A hydrogen atom moves from carbon to the neighbouring nitrogen in HC≡Si–N=CH₂, leaving HC≡Si–NH–CH, whose last carbon has only two neighbours. The energies are hybrid-functional values with closed-shell orbitals imposed in every row; no triplet or other open-shell result is shown here. The path length adds up the motion of all seven atoms, not of the travelling hydrogen alone.

Ansatz 0.2.0, restricted B3LYP-D4/def2-SVP: climbing-image nudged elastic band for a hydrogen shift in neutral singlet C2H3NSi, with seven images between relaxed ends and a force component limit of 0.05 eV/Å. Energies are electronic, without zero-point terms, and relative to the start (row 1); band forces are largest components.

```tsv
row	energy over the start (eV)	path length (Å)	band force (eV/Å)
1	0.000	0.000	n/a
2	0.028	0.312	0.041
3	0.100	0.622	0.013
4	0.227	0.932	0.010
5	0.820	1.242	0.003
6	2.270	1.551	0.001
7	3.365	1.861	0.000
8	1.633	3.093	0.001
9	1.629	4.325	n/a
```

### Rows 1 to 4: why does the path begin so cheaply?

Row 4 is halfway to the top in path length but has paid only 7% of the barrier. The start is relaxed, so the energy $E$ has no slope there and at first grows roughly as $E = k s^2$, with $s$ the path length. A lowest-energy path also usually leaves a minimum along the softest motion that the symmetry of the path allows. Here that is probably bending of the skeleton around silicon, where the angle narrows by about 13° between start and top. The shapes of rows 2 to 4 are not shown, so this remains a guess.

One constant fitted to rows 2 to 4 gives $k = 0.261$ eV/Å². Continued to row 7, which was not in the fit, it predicts $0.261 \times 1.861^2 = 0.90$ eV, about a quarter of the computed 3.365 eV. The fit range was chosen after the energies were seen, so the good match inside it proves little. The failure beyond it says more: the gentle curvature near the start does not foretell the barrier.

### Rows 5 to 7: what makes the climb steep?

The hydrogen now changes partners. At the top it bridges the two atoms, 1.32 Å from carbon and 1.20 Å from nitrogen, and both distances are well above those of full bonds. One bond has been weakened before the other is complete, and that costs energy.

The hydrogen stays in the plane of silicon, nitrogen and carbon, where the lone pair of nitrogen lies. Bonding theory then suggests that it moves rather like a proton: it attaches to that pair and leaves the electrons of its old bond on carbon. Its Mulliken charge at the top, +0.24, against about +0.06 on the other two hydrogens, fits this picture, although such charges depend on how the electrons are shared out.

### Row 7: is the top early or late?

By path length it looks early, at 43% of the way. A simple model says otherwise. Let two equal parabolas of curvature constant $K$ describe start and product, and let them cross at the fraction $x$ of the way. The forward barrier is then $Kx^2$ and the backward barrier $K(1-x)^2$, so

$$x = \frac{\sqrt{3.365}}{\sqrt{3.365}+\sqrt{3.365-1.629}} = 0.58 .$$

The bonds themselves can decide. At the top the C–H bond is stretched by 0.21 Å and the N–H bond by 0.18 Å, which puts the transfer at about its midpoint. The parabolas come closer to this than the path length does, but they place the top somewhat too late. The apparently early top must owe something to what follows it.

### Rows 8 and 9: what fills the long way down?

Much of it is a twist. At the top the carbon attached to silicon lies in the molecular plane; in the product it stands 1.59 Å out of it, almost its full bond length. Meanwhile the Si–N bond has grown from 1.74 Å at the start to 1.95 Å, which should make turning about it easier.

Rows 8 and 9 have nearly the same energy but lie 1.23 Å apart. Row 8 is the only point between top and product, so a shallow well or a small second barrier could hide on this stretch.

### Row 9: why does the product stay so high?

The transfer replaces a C–H bond by an N–H bond, but it also leaves carbon with a lone pair and an empty orbital. Nitrogen can lend its remaining pair to that orbital, which softens the loss without removing it. Methanimine, H₂C=NH, turning into HC–NH₂ is the simpler relative: it also goes uphill, for the same reason. The likeness ends at the twist, since methanimine has no silicon group to turn.

### What would change with deuterium?

Nothing in the energy column, because electronic energies do not depend on nuclear mass. Zero-point motion, which is left out here, would lower the hydrogen barrier by very roughly 0.2 eV if one C–H stretch is lost at the top. For deuterium the lowering would be smaller, so the heavier atom would move more slowly.

### Which digits can be trusted?

The band is converged, so the third decimal describes this calculation, not the molecule. As chemistry, the barrier along this path is roughly 3.4 eV, and even the first decimal is open. The band settles on a path near its starting guess, so a lower route between the same ends is not ruled out. The small basis set and the functional, which often underrates barriers, both matter, and orbitals free to break spin symmetry could lower any row where such a solution exists. A semilocal functional would usually give a lower top still. At 1000 K an error of only 0.1 eV changes the rate threefold. The output below gives the fit and the distances used here.

Printed output of the fit:

```
Backward barrier [eV]: 1.736
Position of the top along the whole path [%]: 43.03
Path length after the top [angstrom]: 2.464
Energy of row 4 as share of the forward barrier [%]: 6.746
Path length of row 4 as share of the way to the top [%]: 50.08
Steepest mean slope between neighbouring rows [eV/angstrom]: 4.693
fit of en on 3 rows ((x > 0) & (x < 1)): coefficient of x**2 0.2611 +/- 0.0021; rms 0.00161, worst 2 -0.00258, leave-one-out rms 0.00176
  rows outside the fit (model, value, miss): 1 0, 0, 0; 5 0.4028, 0.82, -0.417; 6 0.6282, 2.27, -1.64; 7 0.9044, 3.365, -2.46; 8 2.498, 1.633, 0.865; 9 4.885, 1.629, 3.26
Position of the top from two equal parabolas [%]: 58.2
C-H distance at the top [angstrom]: 1.316
N-H distance at the top [angstrom]: 1.2
C-H stretch at the top over the full bond [angstrom]: 0.2064
N-H stretch at the top over the full bond [angstrom]: 0.1803
Hydrogen transfer at the top from the two stretches [%]: 53.37
Si-N distance at the start [angstrom]: 1.735
Si-N distance at the top [angstrom]: 1.848
Si-N distance at the end [angstrom]: 1.946
Moving H out of the Si-N-C plane at the top [angstrom]: 0.002907
Carbon on Si out of that plane at the top [angstrom]: 0.00437
Carbon on Si out of that plane at the end [angstrom]: 1.594
Half quantum of a C-H stretch of roughly 3000 1/cm [eV]: 0.186
Temperature below which tunnelling takes over, rough [K]: 456.8
Rough forward rate at 1000 K [1/s]: 0.0002309
Rough backward rate at 1000 K [1/s]: 37425
Rate factor for a barrier error of 0.1 eV at 1000 K: 3.191
```
